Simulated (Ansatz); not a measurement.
**Loss of CH4: CH7InO → InH2(OH) + CH4**

Species: CH7InO `C[OH+][InH3-]`, singlet; InH2(OH), singlet; CH4 (methane) `C`, singlet. 

Shapes, held fixed at every level: PBE0-D4/def2-TZVP. Programs: Ansatz 0.2.0. The zero-point and thermal change to 298 K, harmonic and unscaled (PBE0-D4/def2-TZVP), is -2.2 kJ/mol.

```csv
level,kind,ΔH(298 K) (kJ/mol),less CCSD(T)/def2-TZVPP
HF/def2-TZVPP,Hartree–Fock,-85.4,+1.0
PBE-D4/def2-TZVPP,GGA,-90.8,-4.4
r2SCAN-D4/def2-TZVPP,meta-GGA,-89.3,-2.9
PBE0-D4/def2-TZVPP,global hybrid,-82.4,+4.0
wB97M-V/def2-TZVPP,range-separated hybrid,-82.1,+4.3
MP2/def2-TZVPP,perturbation theory,-95.6,-9.2
CCSD/def2-TZVPP,coupled cluster or CI,-85.4,+1.0
CCSD(T)/def2-TZVPP,coupled cluster or CI,-86.4,0.0
```

The highest level, CCSD(T)/def2-TZVPP, gives ΔH(298 K) = -86.4 kJ/mol; the levels span -95.6 to -82.1. The column of differences is taken from that level and isn't an error. No measured value is set beside it here. For atoms past krypton def2 sets carry core potentials with scalar relativity. Correlated rows may include outer-core shells of In, which these sets cover unevenly.

Every level makes methane loss clearly exothermic, so the sign of the reaction enthalpy doesn't depend on the treatment of correlation. The driving force lies in the bonds exchanged: the methanol C–O bond and a comparatively weak, hydridic In–H bond give way to a strong C–H bond in methane, while the dative O→In contact becomes a polar covalent In–O bond. Release of a second molecule also raises the entropy, which should favour the gas-phase products further.

Hartree–Fock and CCSD both fall within 1.0 kJ/mol of CCSD(T), which suggests that correlation contributes nearly equally to the two sides, not that it is small in either. MP2 gives the most exothermic value, probably because second-order theory overestimates the differential correlation that the coupled-cluster treatment damps. The exothermicity doesn't make this the preferred decomposition route, since hydride transfer to carbon must break the C–O bond, whereas the acidic O–H proton and a hydride on indium offer a competing loss of H2 that isn't examined here.
